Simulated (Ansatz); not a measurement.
Group exchange: C2H8OSi + C2H6Si → C2H10OSi2 + C2H4

Gas-phase species: C2H8OSi `CC[SiH2]O`, singlet; C2H6Si (vinylsilane) `C=C[SiH3]`, singlet; C2H10OSi2 `CC[SiH2]O[SiH3]`, singlet; C2H4 `C=C`, singlet. The partners trade H for SiH3: O–H and C–SiH3 bonds give way to O–SiH3 and C–H.

Shapes, held fixed at every level: PBE0-D4/def2-TZVP. Flexible molecules stand in one conformer, not always the lowest. Programs: Ansatz 0.2.0. Electronic energies: no zero-point or thermal term.

**Question.** Estimate ΔE of this reaction.

**Answer.** The highest level, CCSD(T)/CBS estimate, gives ΔE = -107.0 kJ/mol; the levels span -125.0 to -97.7. The column of differences is taken from that level and isn't an error. No measured value is set beside it here. The CBS estimate extrapolates MP2 from def2-TZVPP and def2-QZVPP and adds CCSD(T) − MP2 in the triple-zeta set, cores frozen.

| level | kind | ΔE (kJ/mol) | less CCSD(T)/CBS estimate |
| --- | --- | --- | --- |
| HF/def2-TZVPP | Hartree–Fock | -125.0 | -18.0 |
| r2SCAN-D4/def2-TZVPP | meta-GGA | -103.2 | +3.8 |
| PBE0-D4/def2-TZVPP | global hybrid | -97.7 | +9.3 |
| wB97M-V/def2-TZVPP | range-separated hybrid | -104.9 | +2.1 |
| B2PLYP/def2-TZVPP | double hybrid | -107.9 | -0.9 |
| CCSD(T)/def2-TZVPP | coupled cluster or CI | -106.2 | +0.8 |
| CCSD/def2-TZVPP | coupled cluster or CI | -109.2 | -2.2 |
| CCSD(T)/CBS estimate | coupled cluster or CI | -107.0 | 0.0 |

The exchange is strongly exothermic at every level, so its direction doesn't depend on the treatment of correlation. The driving force is silicon's preference for oxygen over carbon. The large electronegativity difference makes Si–O much more polar and stronger than Si–C, and donation from the oxygen lone pairs into σ* orbitals on silicon probably adds to this in the siloxane. Giving up O–H for C–H works against the reaction, since the O–H bond is the stronger of the two, but the gain at silicon outweighs that cost.

Hartree–Fock makes the reaction most exothermic, at -125.0 kJ/mol, against -106.2 with CCSD(T) in the same basis. Correlation therefore stabilises the reactants more than the products, possibly because the mean-field description favours the more ionic Si–O bond. Perturbative triples continue that shift modestly, while basis-set extrapolation changes the coupled-cluster result only slightly. Among the density functionals, PBE0-D4 gives the weakest driving force and B2PLYP lies closest to the reference, but one reaction can't establish a general ranking. The exothermicity also says nothing about the barrier to cleaving the vinyl–silicon bond, which in practice usually calls for a catalyst.
